**Q.** These ions all hold twelve electrons in the same closed shells, and Ca8+ and Sc9+ are blanked out. How do I predict them, and why do the three columns of $f$ rise so differently with nuclear charge $Z$?

Twelve-electron ions, all [Ne] 3s2, computed with the B-spline radial atomic code version 1 using all-electron non-relativistic Hartree-Fock averaged over the configuration, with a point nucleus, at the radial basis-set limit. f is the coherent X-ray scattering factor of the spherical density at s = sin θ/λ, in Å⁻¹, and Σ<r²> is summed over all electrons.

```
species   Z  charge (e)  f at s = 0.35 (electrons)  f at s = 0.9 (electrons)  f at s = 1.4 (electrons)  Σ<r²> (bohr²)
    Al+  13           1                      7.311                     2.702                     1.566          17.28
    P3+  15           3                      8.135                     3.615                     1.888          8.945
    S4+  16           4                      8.513                     4.082                     2.107          7.017
   Cl5+  17           5                      8.864                     4.526                     2.362          5.684
    K7+  19           7                      9.468                     5.311                     2.948          3.981
   Ca8+  20           8                          ?                         ?                         ?              ?
   Sc9+  21           9                          ?                         ?                         ?              ?
  Ti10+  22          10                     10.137                     6.248                     3.886          2.594
  Cr12+  24          12                     10.459                     6.763                     4.471          2.043
  Mn13+  25          13                     10.591                     6.999                     4.741          1.832
```

**A.** Start from the definition. For a spherical density, $f=\int 4\pi r^2\rho(r)\,j_0(qr)\,dr$ with $j_0(y)=\sin y/y$ and $q=4\pi s$, where $s=\sin\theta/\lambda$. The three values of $s$ give $q=2.327$, $5.985$ and $9.310$ bohr⁻¹. When $qr\ll1$ for every electron, all scatter in phase and $f=12$. When $qr\gg1$ for a shell, its contribution averages away, and the $1s$ pair is the last to go. Raising $Z$ shrinks the ion, as the fall of $\Sigma\langle r^2\rangle$ (the mean square radius summed over electrons) by a factor of 9.43 shows. It therefore acts like lowering $q$, and every $f$ rises in every known interval.

**Q.** Then $\Sigma\langle r^2\rangle$ should be enough: expanding $j_0$ gives $f\approx12-q^2\Sigma\langle r^2\rangle/6$.

**A.** For Al+ at $s=0.35$ that is $12-2.327^2\times17.28/6=-3.60$, against 7.311. For Mn13+ it gives 10.35, still 0.24 electrons low. It must lie low, since $j_0(y)\ge1-y^2/6$. The orbital moments of the same calculations show the trouble: the $3s$ pair carries 79% of the sum in Al+ and 66% in Mn13+. The expansion is ruled by the outermost shell, which is the first to leave the range $qr\ll1$.

**Q.** So we go shell by shell?

**A.** Write $f=\sum N_{nl}F_{nl}(x)$ with $x=q/Z_{nl}$, hydrogenic orbitals, occupations $N_{nl}$ and screened charges $Z_{nl}=Z-\sigma_{nl}$. Two of the functions are $F_{1s}=(1+x^2/4)^{-2}$ and $F_{2p}=(1-x^2)/(1+x^2)^4$. I take $Z_{nl}$ from Hartree-Fock orbital moments, either by matching $\langle r^2\rangle$ (model A) or as $n^2\langle1/r\rangle$ (model B), and smooth each $\sigma_{nl}$ by a least-squares quadratic in $1/Z$ over the eight known rows. No value of $f$ enters.

Take Al+ at $s=1.4$ in B; its moments are part of that fit. For $1s$, $\sigma=0.41$, so $x=9.310/12.59=0.739$ and two electrons give $2/(1+0.137)^2=1.55$. For $2p$, $\sigma=4.18$ and $x=9.310/8.82=1.06$, just past the zero of $F_{2p}$, so six electrons give $-0.03$. The full sum is 1.53, which is 2.2% below the table's 1.566. Only the $1s$ pair still scatters, and less than fully, which explains a value below 2.

**Q.** And the different shapes? Per unit of $Z$, the slope at 0.35 falls all the way, at 0.9 it peaks at 0.467 between P3+ and S4+, and at 1.4 the largest known slope, 0.313, spans the gap.

**A.** With $\sigma$ nearly constant, $dF/dZ=-x^2F'(x)/q$. For $2p$, $-x^2F'=2x^3(5-3x^2)/(1+x^2)^5$, which is greatest at $x^2=1/3$. The six $2p$ electrons thus switch on fastest at $Z\approx\sqrt3\,q+4.1$, with $\sigma_{2p}$ from B. That is about 8 at $s=0.35$, below the first row, 14.5 at $s=0.9$, and 20.2 at $s=1.4$. All four shells of B together put the last two peaks near 15.3 and 20.8.

The same formula says that the peak slope goes as $1/q$. The table gives $q\times$slope of 2.79 and 2.91, nearly equal, while the model gives 3.17 and 3.23, over a tenth too high relative to the table. Two peaks on coarse intervals support the picture only weakly.

**Q.** How far can I trust the bare model?

**A.** I expected both versions to fall low at 0.9 and 1.4 for light ions and to improve with $Z$. They do start low, A by 13.5% of the table's value for Al+ at 0.9, but only A at 0.9 improves steadily. At 1.4 both worsen up to S4+, and B at 0.9 overshoots from Cl5+ on. A is better at 0.35 (rms error 0.3% against 1.7%), B at 0.9 and 1.4 (2.4% and 3.3% against 5.8% and 7.1%), although A is the closer at 0.9 from K7+ on and at 1.4 for Mn13+. A returns $\Sigma\langle r^2\rangle$ by construction, which tests nothing; B overestimates it by 7 to 20%.

The numbers show that one charge per shell is too little: for $2p$ in Al+, $\sigma$ is 4.88 from $\langle r^2\rangle$ and 4.18 from $\langle1/r\rangle$. Screening that weakens towards the nucleus would give that order and would favour B at large $q/Z$. The $2s$ and $3s$ orbitals show the opposite order, and my guess is that their inner lobes hold less charge than hydrogenic ones.

**Q.** Then what do you commit to?

**A.** Two sets of numbers. First, the better model of each column (A, B, B, A) plus a least-squares cubic in $1/Z$ through its eight residuals. Second, a cubic in $Z$ through Cl5+, K7+, Ti10+ and Cr12+, applied to $(\Sigma\langle r^2\rangle)^{-1/2}$ for the last column. Each bar is the worst miss when one of the six interior known rows is left out and predicted. For the corrected model only the row's residual is left out; its orbital moments stay in the fits of $\sigma_{nl}$, so that test is less strict, above all for $\Sigma\langle r^2\rangle$.

| | corrected model | cubic in $Z$ |
|---|---|---|
| Ca8+, $f$ at 0.35 | 9.720 ± 0.004 | 9.720 ± 0.005 |
| Ca8+, $f$ at 0.9 | 5.655 ± 0.018 | 5.651 ± 0.006 |
| Ca8+, $f$ at 1.4 | 3.261 ± 0.020 | 3.260 ± 0.006 |
| Ca8+, $\Sigma\langle r^2\rangle$ | 3.417 ± 0.027 | 3.412 ± 0.014 |
| Sc9+, $f$ at 0.35 | 9.941 ± 0.004 | 9.942 ± 0.005 |
| Sc9+, $f$ at 0.9 | 5.958 ± 0.018 | 5.962 ± 0.006 |
| Sc9+, $f$ at 1.4 | 3.583 ± 0.020 | 3.575 ± 0.006 |
| Sc9+, $\Sigma\langle r^2\rangle$ | 2.968 ± 0.027 | 2.960 ± 0.014 |

The steps K→Ca→Sc→Ti should shrink at 0.35 and 0.9. At 1.4 the plain cubic puts all three within 0.30–0.32, with Ca→Sc largest by only a few thousandths, while the corrected model makes that step 0.322.

The withheld rows as computed:

```
species   Z  charge (e)  f at s = 0.35 (electrons)  f at s = 0.9 (electrons)  f at s = 1.4 (electrons)  Σ<r²> (bohr²)
   Ca8+  20           8                      9.720                     5.651                     3.262          3.412
   Sc9+  21           9                      9.942                     5.962                     3.577          2.960
```

**Q.** All eight values fall inside both sets of error bars. Is the shell model confirmed?

**A.** No. The plain cubic contains no shells, and the corrected model beats it by more than the rounding (0.0005) only once, for Ca8+ at 1.4. The hits show that the series is smooth. Bare model B misses plainly: at 0.9 it is 0.149 and 0.146 electrons high, and at 1.4 it is 0.067 and 0.035 low. The correction still leaves 0.004 at 0.9 and 0.006 for Sc9+ at 1.4. For $\Sigma\langle r^2\rangle$ it did no good, and the miss for Sc9+ grew from $-0.004$ to $+0.008$ bohr².

The plain cubic is right within rounding except at 1.4, where it is 0.002 low for both ions. That column changes its curvature inside the gap, but a cubic can do that too. The miss comes from terms beyond the third power of $Z$, which are larger there than at 0.35 and 0.9. Every bar proved wider than the miss. For the plain cubic at 0.35 and 1.4 the worst test leaves out K7+ or Ti10+, which opens a gap of five units in $Z$, where the real gap was three. At 0.9 and for $\Sigma\langle r^2\rangle$ the worst test is P3+, at the light end of the series.

**Q.** And the steps?

**A.** They shrink at 0.35 (0.252, 0.222, 0.195) and at 0.9 (0.340, 0.311, 0.286). At 1.4 they are 0.314, 0.315 and 0.309, inside the cubic's range. Ca→Sc leads by 0.001, the rounding of a difference, so that lead is not resolved. The drop to 0.309 is, and it puts the peak near $Z=20$, slightly before the full model's. Since $0.315\times9.310=2.93$, averaging over the wide gap was not why the model's peak slope came out too high.

**Q.** Where do the two valence electrons matter?

**A.** Only the model splits $f$, so the split is at least as uncertain as its misfit. At 0.35 the $3s$ pair grows from 0.04 electrons in Al+ to 1.13 in Mn13+, a third of the rise of $10.591-7.311=3.280$. So the $2p$ rule is not the whole story in that column: in the model the $3s$ pair switches on within the series, but the rise of the inner shells fades faster, and the total slope still falls. At 0.9 and 1.4 it stays within about 0.1 of zero in those two ions. Correlation is missing from these numbers, and mixing of $3s^2$ with $3p^2$ should touch mainly $\Sigma\langle r^2\rangle$ and small $s$. Relativity, also missing, would contract the $s$ shells increasingly with $Z$, and without anomalous dispersion the values do not hold near an absorption edge.

For a gap in such a series, use $Z\approx\sqrt3\,q+\sigma_{2p}$ to estimate where a column dominated by $2p$ rises fastest, take the digits from four neighbours, and set the error bar by leaving out known rows.
